## Choosing a functional for the EPR parameters of BH2

The Hartree–Fock row looks wrong. Its hydrogen coupling is 9.1 MHz, while B3LYP gives 44.5 MHz for the same molecule at the same geometry. Yet its boron coupling is the largest of all, so the method hasn't simply lost unpaired spin. Something has moved spin between the atoms, and finding out what shows which levels deserve trust and for which quantity.

BH2 radical (doublet, C2v) in the gas phase, computed with PySCF 2.14.0: unrestricted calculations with density fitting, IGLO-III on B and pcH-1 on H, at the PBE0-D3(BJ)/def2-SVP geometry. Couplings are for 11B and 1H (H2: mean of the two equivalent hydrogens). The g shift is taken from the free-electron value, with mean-field spin-orbit coupling and GIAOs.

| functional | exact exchange, long range (%) | A iso B1 (MHz) | A iso H2 (MHz) | isotropic g shift (ppm) | <S^2> |
| --- | --- | --- | --- | --- | --- |
| PBE | 0 | 338.6 | 33.0 | -473 | 0.751 |
| B3LYP | 20 | 369.3 | 44.5 | -480 | 0.751 |
| BHandHLYP | 50 | 385.7 | 45.1 | -494 | 0.751 |
| CAM-B3LYP | 65 | 358.1 | 43.5 | -539 | 0.751 |
| HF | 100 | 408.1 | 9.1 | -450 | 0.753 |
| PBE0 | 25 | 348.3 | 30.9 | -485 | 0.752 |

An isotropic hyperfine coupling, $A_\mathrm{iso}$, measures the excess of spin-up over spin-down density exactly at a nucleus. Of an atom's own functions, only the s-type ones reach its nucleus. The coupling is therefore a very local probe, and two methods that agree on the energy or the shape of a molecule may still disagree about it. The geometry is the same in every row, so the differences come from the electrons alone.

### Why hydrogen is the difficult nucleus

BH2 is bent, and its unpaired electron occupies an orbital in the molecular plane that points away from the hydrogens. Bending mixes boron s character into this orbital. The unpaired electron thus has direct access to the boron nucleus, which is why every level gives a boron coupling of several hundred megahertz. A method has to go badly astray to spoil so large a direct contribution.

Hydrogen receives two contributions of opposite sign. The orbital of the unpaired electron extends a little onto the hydrogens and puts positive spin there. Exchange also acts on the paired electrons of each B–H bond: the one with the same spin as the unpaired electron is drawn towards boron, and its partner is left with more weight on hydrogen. This is spin polarisation, and it puts negative spin on hydrogen.

The hydrogen coupling is what remains after the two have partly cancelled. It is positive in all rows, so the direct part wins, but a modest error in the polarisation becomes a large relative error in the remainder. Unrestricted Hartree–Fock is known to exaggerate spin polarisation. That would lower the hydrogen coupling and add positive spin to the valence shell of boron, which is the pattern of the odd row.

### Testing the picture with one estimate

The same calculations give a spin population for each hydrogen, that is, the share of unpaired spin assigned to the whole atom. A free hydrogen atom, with one full unpaired electron, has a coupling of roughly 1400 MHz (a rough recalled value). If spin moves into or out of the hydrogen 1s orbital without changing its shape, the coupling should change in proportion:

$$\Delta A_\mathrm{H}\approx 1400\ \mathrm{MHz}\times\Delta\rho_\mathrm{H},$$

where $\Delta\rho_\mathrm{H}$ is the change in the hydrogen spin population.

From B3LYP to Hartree–Fock the population goes from 0.00347 to −0.02475, a change of −0.0282. Multiplied by 1400 MHz, this predicts a fall of about 40 MHz. The calculated fall is 35 MHz. No row of the table was used to set the constant, and in megahertz the differences between B3LYP and the other functionals come out still closer, as the output after this text shows. The tiny step to BHandHLYP is below what the estimate can resolve.

The estimate works only for differences. Applied to the B3LYP population itself, it would give about 5 MHz, far below the calculated coupling. A Mulliken population divides the density shared by two atoms by a convention, whereas the coupling samples one point; the error of the convention largely cancels between two methods. The agreement supports the view that the hydrogen couplings differ mainly because spin is distributed differently over the atoms. That excessive polarisation is the reason in Hartree–Fock rests on the known behaviour of the method. The boron coupling follows no such simple rule: PBE puts more spin on boron than B3LYP does, yet gives the smaller coupling. The total spin on an atom doesn't tell how much of it is s-type and reaches the nucleus.

The usual warning light stays off. The expectation value $\langle S^2\rangle$ is 0.753 in Hartree–Fock, against 0.75 for a pure doublet. Such a value rules out gross spin contamination, but it doesn't certify a coupling that depends on a few hundredths of an electron.

### Exact exchange is not a simple dial

It is tempting to conclude that less exact exchange means better couplings. The cleanest test is the step from PBE to PBE0, which brings in 25% exact exchange. Boron rises by 9.7 MHz and hydrogen falls by 2.1 MHz. The directions are those of stronger spin polarisation, but the step is small.

Now compare B3LYP with PBE0, whose shares of exact exchange are similar. B3LYP lies higher by 21 MHz for boron and by 13.6 MHz for hydrogen. The rest of the functional, its approximate exchange and correlation, therefore matters more here than a moderate change in the exact share. The hydrogen values form two groups: PBE and PBE0 near 32 MHz, and the three functionals built on Becke exchange and LYP correlation near 44 MHz.

Within the second group, going from B3LYP to BHandHLYP raises the exact share from 20% to 50% and leaves the hydrogen coupling almost unchanged. The fall comes only on the way to Hartree–Fock, where the correlation functional disappears as well. CAM-B3LYP can't be placed on this scale by its 65%, which applies only to electrons far apart; at short range its share is close to that of B3LYP.

### What accuracy the choice allows

Among the five density functionals the boron coupling spreads by 47 MHz, or 13% of their mean. That is good enough to recognise the wide four-line pattern of a boron-11 nucleus. It isn't good enough to tell apart two candidate radicals whose boron couplings differ by a tenth. For hydrogen the spread is only 14 MHz, but that is 36% of the mean, so the smaller splitting is predicted in size and not in detail.

These spreads measure disagreement, and all the functionals may share an error. One likely source is the bending vibration. If the molecule were straightened, the orbital of the unpaired electron would become a pure p orbital with no s character, so the boron coupling must depend on the angle. The calculation uses one fixed angle, and averaging over the vibration could shift every row together.

The g shift, the departure of $g$ from the free-electron value, asks much less of the method in an ordinary experiment. Its isotropic value varies by 89 ppm over all rows. At a spectrometer frequency of 9.5 GHz this moves a line by $9500\ \mathrm{MHz}\times 89\times10^{-6}/2.0\approx 0.4$ MHz, which is negligible beside the hyperfine spread. For a spectrum of freely tumbling radicals at this frequency, the effort belongs in the couplings.

A frozen sample at high frequency changes the balance. The g shift is then resolved by direction, and the component along the line joining the hydrogens dominates, because a field in that direction couples the orbital of the unpaired electron to the empty p orbital perpendicular to the plane. This component varies by 336 ppm between the methods, Hartree–Fock included, which at 95 GHz means about 16 MHz and is no longer negligible beside the hyperfine spread. The isotropic average hides much of this.

CAM-B3LYP has the most negative g shift, and nearly all of its difference from B3LYP lies in that one component. Whether this reflects the long-range exchange itself or the way the program treats it in the magnetic response is an open question. A calculation with a second program would be the natural check before the value is used.

### What to run

Cost is a poor reason for choosing among these levels. PBE avoids exact exchange, the hybrids must compute it, and CAM-B3LYP needs an additional long-range part; in a large molecule these steps count, but with three atoms all of them are cheap. Computer time is better spent on a larger hydrogen basis, since the one used here is small and its convergence is untested. A coupled-cluster calculation with perturbative triple excitations is also within reach, although its cost rises with about the seventh power of the system size.

For a first assignment, run one functional from each family, PBE0 and B3LYP for example, and quote both couplings as a range, remembering that for boron this range covers less than half of the spread found here. Leave Hartree–Fock out of that range, above all for hydrogen. If the decision turns on a difference smaller than the spread of the five density functionals, a third functional won't settle it: go to the correlated wavefunction method, with a basis flexible near the nuclei, and average over the bending motion.

Output of the analysis:

```
Differences from B3LYP:
        row  B coupling (MHz)  H coupling (MHz)  H estimate from spin population (MHz)  isotropic g shift (ppm)  part from H...H component (ppm)
        PBE             -30.7             -11.5                                 -10.29                        7                            7.933
      B3LYP                 0                 0                                      0                        0                                0
  BHandHLYP              16.4               0.6                                 -0.056                      -14                           -11.53
  CAM-B3LYP             -11.2                -1                                 -1.288                      -59                           -60.37
         HF              38.8             -35.4                                 -39.51                       30                            51.63
       PBE0               -21             -13.6                                 -13.12                       -5                           -1.267
PBE0 minus PBE, B coupling (MHz): 9.7
PBE0 minus PBE, H coupling (MHz): -2.1
B3LYP minus PBE0, B coupling (MHz): 21
B3LYP minus PBE0, H coupling (MHz): 13.6
HF minus BHandHLYP, B coupling (MHz): 22.4
HF minus BHandHLYP, H coupling (MHz): -36
Spread of B coupling over the five density functionals (MHz): 47.1
The same spread in per cent of their mean (%): 13.08
Spread of H coupling over the five density functionals (MHz): 14.2
The same spread in per cent of their mean (%): 36.04
B3LYP H coupling over HF H coupling (ratio): 4.89
HF minus PBE, isotropic g shift (ppm): 23
HF minus PBE, part from H...H component (ppm): 43.7
Spread of isotropic g shift over all rows (ppm): 89
Spread of H...H component over all rows (ppm): 336
Isotropic g spread as line shift at 9.5 GHz (MHz): 0.4228
H...H component spread as line shift at 9.5 GHz (MHz): 1.596
H...H component spread as line shift at 95 GHz (MHz): 15.96
```
